The radiative corrections to an atomic level act over a reduced Compton wavelength, $\alpha$ bohr, while the 1s orbital of copper has a radius near $1/Z$ bohr. The ratio of these lengths is $Z\alpha = 0.21$, small enough that both corrections behave for an s electron roughly as a contact potential of strength proportional to $Z$. The shift is then proportional to $Z\rho(0)$, with $\rho(0)$ the orbital density at the nucleus. For one electron $\rho(0) = Z^3/\pi n^3$ in atomic units, which gives the scale $(\alpha/\pi)(Z\alpha)^4 mc^2/n^3$, or $2.38/n^3$ eV at $Z = 29$. Estimating the shifts in Cu³⁺ by hand comes down to deciding how many of the four powers of $Z$ are screened.

Cu3+ ([Ar] 3d8) in Dirac-Coulomb Hartree-Fock averaged over the nl configuration, with a Fermi nucleus, at the basis limit (B-spline radial code 1). The QED columns are first-order eigenvalue shifts, positive for less bound, from a bare-nucleus radiative potential with K and L self-energies fixed to hydrogenic values; vacuum polarisation is Uehling plus Wichmann-Kroll.

| orbital | n | l | electrons in the nl shell | ε, Dirac (eV) | self-energy (eV) | vacuum polarisation (eV) | small-component weight |
| --- | --- | --- | --- | --- | --- | --- | --- |
| 1s1/2 | 1 | 0 | 2 | -9100.0 | 5.99 | -0.544 | 0.0109 |
| 2s1/2 | 2 | 0 | 2 | -1182.9 | 0.628 | -0.0531 | 0.00209 |
| 2p1/2 | 2 | 1 | 6 | -1037.1 | -0.0126 | -0.000520 | 0.00206 |
| 2p3/2 | 2 | 1 | 6 | -1016.4 | 0.0323 | -8.61e-05 | 0.00202 |
| 3s1/2 | 3 | 0 | 2 | -187.60 | 0.0928 | -0.00763 | 0.000456 |
| 3p1/2 | 3 | 1 | 6 | -139.98 | -0.000637 | -7.36e-05 | 0.000411 |
| 3p3/2 | 3 | 1 | 6 | -137.15 | 0.00502 | -1.22e-05 | 0.000403 |
| 3d3/2 | 3 | 2 | 8 | -60.726 | -0.000515 | -6.23e-09 | 0.000295 |
| 3d5/2 | 3 | 2 | 8 | -60.371 | 0.000574 | -1.50e-09 | 0.000292 |

Here $n$ and $l$ are the usual quantum numbers, the subscript of the orbital is $j$, and ε is the Dirac-Hartree-Fock eigenvalue. The self-energy smears the electron's position, weakens the attraction at the nucleus and raises s levels. Vacuum polarisation strengthens the short-range attraction and lowers them, by an amount 11 to 12 times smaller. The small-component weight $w$ is the share of the orbital's norm in the lower two Dirac components. The s shifts fall faster than $1/n^3$: vacuum polarisation in 3s is 0.0140 of the 1s value, where $1/27 = 0.0370$.

A semiclassical argument says that two powers are screened. Close to the nucleus every s orbital feels the bare charge, so its shape there is fixed and only its amplitude depends on the rest of the atom. Matching the inner Coulomb solution to the WKB wave outside gives the Fermi-Segrè formula, $\rho(0) = (Z/\pi)\,dE/dn$, in which $dE/dn = 2\pi/\tau$ is the classical frequency of return to the nucleus. The quantum condition for an s state is $\oint p\,dr = 2\pi n$, and the same integral is $\int p^2 dt = 2\langle T\rangle\tau$. Hence $dE/dn = 2\langle T\rangle/n$. Writing the mean kinetic energy as $\langle T\rangle = Z_s^2/2n^2$ gives

$$\Delta\varepsilon = F\,U, \qquad U = 2.38\ \text{eV}\times\frac{(Z_s/Z)^2}{n^3}.$$

The steps assume a local potential, which Hartree-Fock exchange is not, so the result has to be held against the numbers. The small component is about $(\alpha/2)\,\boldsymbol\sigma\cdot\mathbf p$ acting on the large one, so $w \approx \alpha^2\langle T\rangle/2$, $Z_s = 2n\sqrt{w}/\alpha$ and $\rho(0) = 4Zw/\pi\alpha^2 n$. The ratio 3s/1s of $w/n$ is 0.0139, beside the 0.0140 above. The densities at the nucleus from the same calculation exceed this expression by factors of 1.30, 1.33 and 1.32 for 1s, 2s and 3s. A nearly common factor is what the Dirac enhancement of s functions at small $r$ should give, since it too depends on the bare charge. The QED terms sample a Compton length rather than the nuclear radius and so feel less of it, but that part is also common to the s rows and goes into $F$.

Without a computer, $Z_s$ comes from Slater's rules. They match the charge from $w$ within about 1 % for the three s rows and for 2p, and run 7 % high for 3p. For 3d they give 8.55 against about 14.1, because they count all 18 inner electrons as perfect screens, although the computed mean radius of 3d (0.84 to 0.85 bohr) is little more than that of 3p (0.73 to 0.74 bohr). One constant per column, the geometric mean of shift$/U$ over the three s rows, gives $F = 2.75$ for the self-energy and $F = -0.236$ for vacuum polarisation.

For 2s, the seven other L electrons screen 0.35 each and the two K electrons 0.85 each, so $Z_s = 29 - 2.45 - 1.70 = 24.85$. Then $U = 2.38 \times (24.85/29)^2/8 = 0.2185$ eV. The self-energy is $2.75\,U = 0.60$ eV, 4 % below the table's 0.628 eV, and vacuum polarisation is $-0.052$ eV, 3 % smaller in size than $-0.0531$ eV. For 3s, $Z_s = 29 - 2.45 - 6.80 - 2 = 17.75$ and $U = 2.38\times(17.75/29)^2/27 = 0.0330$ eV, which gives 0.091 and $-0.0078$ eV, each 2 % from the table. Both rows belong to the fit, which sets one constant on only three points.

Relative to the table, the rule holds within 3 % for vacuum polarisation and 7 % for the self-energy, worst at 1s, and these errors are well above the rounding of about 0.1 %. Vacuum polarisation is the real test. The K and L self-energies are calibrated on hydrogenic values (the entries themselves are screened), and the hydrogenic coefficient is larger for 2s than for 1s, so part of that pattern is put in, and the 3s self-energy is good only to 10 to 30 %. Screening all four powers, $Z_s^4/n^3$, fitted the same way, errs by +53 % at 1s and −41 % at 3s in vacuum polarisation. Taking the charge from the eigenvalue, $n\sqrt{2|\varepsilon|}$ with ε in hartree, errs by +45 % and −29 %. Outer electrons add a nearly constant repulsion inside their shell, which raises ε without slowing the electron, and so ε gives 25.86 for 1s where $w$ gives 28.61.

The rule ends at $l = 0$. The weights of 2s and 2p₁/₂ differ by less than 2 %, yet their self-energies have opposite signs, because the large component of a p orbital vanishes at the nucleus. The anomalous magnetic moment then matters. Spin-orbit coupling is proportional to $g - 1 = 1 + \alpha/\pi$, so QED widens each doublet by the fraction $\alpha/\pi = 0.00232$, lowering $j = l - \tfrac12$ and raising $j = l+\tfrac12$, the signs seen in all three pairs. For 2p the splitting of 20.7 eV predicts $0.048$ eV, against $0.0323 + 0.0126 = 0.0449$ eV, 7 % high with nothing fitted. The error is +16 % for 3p and −24 % for 3d, both within the 10 to 30 % to which the M-shell self-energies are good. The radiative potential belongs to the bare nucleus, whereas the eigenvalue splitting is screened. Using the unscreened splitting $\tfrac12\alpha^2 Z\langle r^{-3}\rangle(l+\tfrac12)$, with $\langle r^{-3}\rangle$ from the same calculation, brings 3d to +1 % and leaves both p pairs 11 to 12 % high. For the p pairs only the p₃/₂ value of $\langle r^{-3}\rangle$ is available, and it understates the doublet: the 3p result, 2.74 eV, falls below the eigenvalue splitting of 2.83 eV, so only 3d shows the screening cleanly. That agreement reflects how the potential is built and does not show that the unscreened value is the physical one.

Single p values are harder. The p₁/₂ shift equals the $(2j+1)$-weighted mean of the pair minus two thirds of the difference: $0.0173 - 0.0299$ eV for 2p, but $0.00313 - 0.00377$ eV for 3p. This near cancellation magnifies any mismatch between the two terms: 3p₁/₂ is only 0.051 of 2p₁/₂, while the p₃/₂ ratio is about 0.16. An error of 10 to 30 % in the M-shell terms could change the 3p₁/₂ value by anything from half to nearly twice its own size. That the mean falls more slowly than the difference is expected in part: already in a one-electron ion the $j$-averaged p coefficient grows from 2p to 3p, while the $j$-dependent part hardly changes. The change of treatment between the L and M shells may add to this, which the table cannot separate. Vacuum polarisation in p orbitals carries an extra $(Z\alpha)^2$ and is six times larger for p₁/₂, whose small component is s-like at the nucleus; in 3d it is negligible.

The constants are tied to $Z$ near 29, and the expansion in $Z\alpha$ cannot supply them here: with a rough recalled Bethe logarithm of 3.0, the 1s self-energy coefficient is 1.3 at leading order and 3.2 with the next term, where the table implies 2.57. In lighter atoms the logarithm of $Z\alpha$ makes that coefficient larger, and in much heavier ones vacuum polarisation and p₁/₂ gain weight. Along the copper charge states the rule predicts that s shifts do not move while ε moves, since 3d electrons do not enter Slater's $Z_s$ for 1s to 3s. That is safe for 1s and 2s, which lie well inside the 3d shell. It is not safe for 3s, which overlaps 3d and contracts as d electrons are removed, so its error will grow away from 3d⁸; a 4s orbital, lying outside them, would respond strongly.

All shifts are direct expectation values for the averaged 3d⁸ configuration, without correlation. The relaxation of the other orbitals is left out, and for p and d electrons, which feel the weaker screening of the loosened s shells, that response can match or exceed the direct term, so only the s entries come close to full QED shifts of the eigenvalues. The Breit shift of the same calculation is about twice the net QED shift in the s rows and more than 30 times its size in the others. For ionisation, $-\varepsilon$ of 3d₅/₂ lies 3.29 eV above the total-energy difference of 57.08 eV, thousands of times the 3d entries.
